Dear colleague,

Here is the vortex problem for your waveguide array, worked through with numbers. The bound state goes back to Jackiw and Rossi (1981), and its honeycomb form with half a charge to Hou, Chamon and Mudry (2007).

\textbf{Statement.} Identical single-mode guides form a honeycomb lattice. A guides sit at $\mathbf r$, with one of them at the origin. Their B neighbours sit at $\mathbf r+\mathbf s_j$, with $\mathbf s_0=a(0,-1)$, $\mathbf s_1=a(\sqrt3/2,1/2)$, $\mathbf s_2=a(-\sqrt3/2,1/2)$. The amplitudes obey $i\,\partial_z\psi_m=-\sum_{m'} C_{mm'}\psi_{m'}$, so a mode $\psi\propto e^{i\beta z}$ has $\beta$ equal to an eigenvalue of $C$, counted from the isolated guide. The nearest-neighbour couplings are
\begin{equation}
C_{\mathbf r,j}=C_0+\tfrac23|\Delta(r)|\cos\!\big(\mathbf K\cdot\mathbf s_j+2\mathbf K\cdot\mathbf r+n\theta+\alpha\big),\qquad \mathbf K=\Big(\frac{4\pi}{3\sqrt3\,a},0\Big),
\label{eq:C}
\end{equation}
where $(r,\theta)$ are the polar coordinates of the A guide and $|\Delta(r)|=\Delta_0\tanh(r/\ell)$. All inputs are assumed, of a size typical for laser-written guides in fused silica: $a=15\ \mu$m, $C_0=1.5\ \mathrm{cm^{-1}}$, coupling law $C(d)=C_0e^{-(d-a)/d_0}$ with $d_0=4\ \mu$m, $\Delta_0=0.45\ \mathrm{cm^{-1}}$, $\ell=75\ \mu$m, $n=+1$, $\alpha=\pi/2$, array radius $300\ \mu$m, chip length $L=10$ cm. Find (a) the Dirac velocity, gap and decay length, (b) the sublattice and shape of the zero mode, (c) its size and the power on the brightest guide, (d) the half charge and what stands for it in optics. The answers are the model's numbers.

\textbf{Why the formula holds.} A mode with $\beta=0$ can be taken on one sublattice, because $C$ links only A to B. For a mode on B, every A guide demands $\sum_jC_{\mathbf r,j}\,b(\mathbf r+\mathbf s_j)=0$. Write $b(\mathbf x)=e^{i\mathbf K\cdot\mathbf x}b_++e^{-i\mathbf K\cdot\mathbf x}b_-$ with slow envelopes $b_\pm$. Here $e^{i\mathbf K\cdot\mathbf s_j}=\omega^j$ with $\omega=e^{2\pi i/3}$, so $\sum_j\omega^j=0$ and $\sum_j\omega^j\mathbf s_j=\tfrac{3a}{2}(i,-1)$. The modulation carries momentum $\pm2\mathbf K$ and links the valleys. With $\Delta=|\Delta|e^{i(n\theta+\alpha)}$, the terms in $e^{\pm i\mathbf K\cdot\mathbf r}$ give, to first order in gradients,
\begin{equation}
iv(\partial_x+i\partial_y)b_++\Delta\,b_-=0,\qquad -iv(\partial_x-i\partial_y)b_-+\Delta^*b_+=0,\qquad v=\tfrac32aC_0 .
\label{eq:D}
\end{equation}
The quantity $v$ plays the part of $\hbar v$ for electrons. For constant $\Delta$ the spectrum is $\beta=\pm\sqrt{v^2k^2+|\Delta|^2}$. Put $b_+=g(r)e^{i(m\theta+\chi)}$ and $b_-=h(r)e^{i((m+1-n)\theta-\chi)}$ with $\chi=\alpha/2-\pi/4$. Using $\partial_x\pm i\partial_y=e^{\pm i\theta}(\partial_r\pm ir^{-1}\partial_\theta)$,
\begin{equation}
g'-\frac{m}{r}g=-\frac{|\Delta|}{v}h,\qquad h'+\frac{m+1-n}{r}h=-\frac{|\Delta|}{v}g .
\end{equation}
At large $r$ one solution decays and one grows. Near the core the two solutions start as $g\sim r^m$ and as $h\sim r^{n-1-m}$. For $0\le m\le n-1$ both are regular, so the decaying solution is allowed. Otherwise at most one is regular; its $g$ and $h$ take opposite signs, and it grows. Hence $n>0$ gives $n$ zero modes on B. The A equations follow from the adjoint operator, which swaps $\partial_x+i\partial_y$ and $\partial_x-i\partial_y$; they give $|n|$ modes for $n<0$ and none for $n>0$. Which sign belongs to which sublattice depends on the convention in Eq.~(\ref{eq:C}). For $n=1$, $m=0$ the decaying solution is $g=h=f$ with $vf'=-|\Delta|f$, so
\begin{equation}
b(\mathbf x)=N f(r)\cos\!\Big(\mathbf K\cdot\mathbf x+\frac\alpha2-\frac\pi4\Big),\qquad f(r)=\exp\!\Big[-\frac1v\int_0^r|\Delta(r')|\,dr'\Big].
\label{eq:mode}
\end{equation}

\textbf{(a) Scales.}
\begin{equation}
v=\tfrac32(15\ \mu\mathrm m)(1.5\ \mathrm{cm^{-1}})=33.75\ \mu\mathrm{m/cm},\qquad \xi=\frac{v}{\Delta_0}=\frac{33.75\ \mu\mathrm{m/cm}}{0.45\ \mathrm{cm^{-1}}}=75\ \mu\mathrm m .
\end{equation}
The gap far from the core is $2\Delta_0=0.90\ \mathrm{cm^{-1}}$. The couplings swing by $2\Delta_0/3=0.30\ \mathrm{cm^{-1}}$, between $1.20$ and $1.80\ \mathrm{cm^{-1}}$. To first order this asks for spacing changes up to $d_0\times0.30/1.5=0.8\ \mu$m.

\textbf{(b) Shape.} The integral is $\Delta_0\ell\ln\cosh(r/\ell)$, so $f=[\cosh(r/\ell)]^{-\ell/\xi}$. I chose $\ell=\xi$, which gives $f=\operatorname{sech}(r/\xi)$. All A guides are dark. On B guides $\mathbf K\cdot\mathbf x$ is a multiple of $2\pi/3$, and for $\alpha=\pi/2$ the cosine takes the values $1,-\tfrac12,-\tfrac12$. The three families of B guides thus carry intensities $4:1:1$ under the envelope.

\textbf{(c) Size.} The cell area is $A_c=\tfrac{3\sqrt3}{2}a^2=584.6\ \mu\mathrm m^2$, one B guide per cell, so the array holds about $9.7\times10^{2}$ guides. The squared cosine averages to $\tfrac12$ over the three families, and $\int_0^\infty u\operatorname{sech}^2u\,du=\ln2$. Unit total power then requires
\begin{equation}
N^2=\frac{A_c}{\pi\xi^2\ln2}=\frac{584.6\ \mu\mathrm m^2}{\pi(75\ \mu\mathrm m)^2\ln 2}=0.048 .
\end{equation}
The brightest guide is at $\mathbf s_0$, at $r/\xi=0.2$, and carries $N^2\operatorname{sech}^2(0.2)=0.046$ of the mode power. The same fraction of your input enters the mode if you launch into that guide alone. From $\int_0^\infty u^3\operatorname{sech}^2u\,du=\tfrac98\zeta(3)$,
\begin{equation}
r_{\rm rms}=\xi\sqrt{\frac{9\zeta(3)}{8\ln2}}=1.40\,\xi=105\ \mu\mathrm m .
\end{equation}
The power inside radius $\varrho=X\xi$ is
\begin{equation}
P(X)=\frac{X\tanh X-\ln\cosh X}{\ln2},
\end{equation}
which is $0.87$ at $150\ \mu$m and $0.996$ at $300\ \mu$m.

\textbf{(d) Half charge.} Reversing the sign of all B amplitudes turns a mode at $\beta$ into one at $-\beta$ with the same intensity on each guide. Let $\rho(\mathbf x)$ be the summed intensity of all normalised modes on one side of $\beta=0$. Completeness gives $2\rho+|\psi_0|^2=1$ on each guide near the vortex, so
\begin{equation}
\rho(\mathbf x)-\tfrac12=-\tfrac12|\psi_0(\mathbf x)|^2 .
\label{eq:half}
\end{equation}
Without a vortex $\rho=\tfrac12$. Each band has therefore given half a state to the zero mode; further core states would come in $\pm\beta$ pairs and leave this unchanged. For electrons of one spin filling the lower band, the vortex holds $-\tfrac12$ electron when the mode is empty and $+\tfrac12$ when it is full, that is charge $+e/2$ or $-e/2$ with $e>0$. A disc of radius $150\ \mu$m contains $P/2=0.435$ of a state. In a finite array the count of modes is an integer, and the compensating half sits at the edge.

Light has no charge and no filled band. What survives is Eq.~(\ref{eq:half}) as a sum rule on the local density of modes. The complex amplitude returning to a launched guide is $\sum_\nu|\psi_\nu(\mathbf x)|^2e^{i\beta_\nu z}$, and its Fourier transform in $z$ gives the weights. With $\Delta_0L=4.5$ rad the central line is only modestly separated from the band edges, so imaging the mode is the easier test.

\textbf{Neglected terms.} The second-order gradient term of the lattice, trigonal warping, has relative size $ka/4$, or $a/4\xi=0.05$ at $k=1/\xi$. It is threefold in angle, so single-guide intensities can move by about twice that fraction and the second digit of $0.046$ is uncertain, while radial averages change only at second order. Second-neighbour coupling is $C_2=C_0e^{-(\sqrt3-1)a/d_0}=0.096\ \mathrm{cm^{-1}}$. At $\pm\mathbf K$ it adds $-3C_2=-0.29\ \mathrm{cm^{-1}}$ to $\beta$, which rivals $\Delta_0$. This part moves the mode and both band edges together, so expect the mode near midgap and not at the $\beta$ of an isolated guide. The remainder breaks the A--B sign symmetry and is of order $C_2\Delta_0/C_0\approx0.03\ \mathrm{cm^{-1}}$; Eq.~(\ref{eq:half}) then holds guide by guide only to about $C_2/C_0=0.06$. A systematic detuning between A and B guides would shift the total away from one half. If the array is cut with equal numbers of A and B guides, a partner mode lives on A at the edge. The mixing is roughly $\Delta_0\operatorname{sech}(4)\approx0.02\ \mathrm{cm^{-1}}$, or $0.2$ rad over the chip.

\textbf{The same vortex in a graphene channel.} With typical values $t=2.7$ eV and $a=0.142$ nm, $\hbar v=\tfrac32ta=0.575$ eV\,nm. Free graphene has no Kekul\'e mass; a substrate or adatom layer must induce it. For an assumed $\Delta_0=0.10$ eV and again $\ell=\xi$, the model gives $\xi=5.8$ nm and $r_{\rm rms}=8.0$ nm. Both spins are present, so without interactions the vortex carries $+e$, $0$ or $-e$ for zero, one or two electrons in the mode, and the neutral state has spin $\tfrac12$. The half charge belongs to each spin species separately.